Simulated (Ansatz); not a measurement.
## Swapping H for F on C: the HOMO–LUMO gap

Gas-phase molecules. On one C centre, n of the H ligands are replaced by F. The HOMO–LUMO gap y in eV at wB97M-V/def2-TZVPP. Shapes: PBE0-D4/def2-TZVP. Programs: Ansatz 0.2.0.

```
molecule  n  y (eV)
     CH3  0    9.22
    CH2F  1    9.19
    CHF2  2       ?
     CF3  3    9.59
```

Fit y = c + s·n to the known rows and predict CHF2.


1. Means of the 3 rows: n = 1.33333, y = 9.333.
2. Σ(Δn)² = 4.6667, Σ(Δn·Δy) = 0.62667, so the slope is 0.62667/4.6667 = 0.13429.
3. Intercept: 9.333 − (0.13429) × 1.33333 = 9.154. The largest residual of the fit is 0.099.
4. CHF2: 9.154 + (0.13429) × 2 = 9.42 eV.

The run gave 9.40 eV, so the prediction is off by +0.02 eV, within the largest residual. The steps per swap are uneven (-0.03, +0.21, +0.19), so a line is a poor model. Other levels give for CHF2: PBE-D4/def2-TZVPP 2.29; PBE0-D4/def2-TZVPP 5.36 eV. Orbital gaps aren't excitation energies, and the LUMO depends on the basis. Open shells run unrestricted. The series isn't monotonic at this level.

The first fluorine leaves the gap almost unchanged, and the widening comes with the second and third. All four species are radicals, so the frontier levels probably both derive from the singly occupied carbon orbital: its filled majority-spin level and its empty minority-spin partner. The gap would then largely measure electron repulsion within that orbital rather than a bonding–antibonding separation.

Two effects of fluorine compete here. Lone-pair donation spreads the unpaired electron onto the ligand, which should reduce the splitting. The electronegative ligands also favour pyramidal carbon, mixing s character into what is a pure p orbital in planar CH3 and making it more compact. The pattern suggests that these effects nearly cancel in CH2F and that rehybridisation prevails in CHF2 and CF3.

For CHF2 the gap runs from 2.29 to 9.40 eV across the functionals, probably because they differ in exact exchange, and this spread far exceeds the whole substituent effect. Without the individual orbital energies, the widening can't be assigned to a lower HOMO or a higher LUMO.
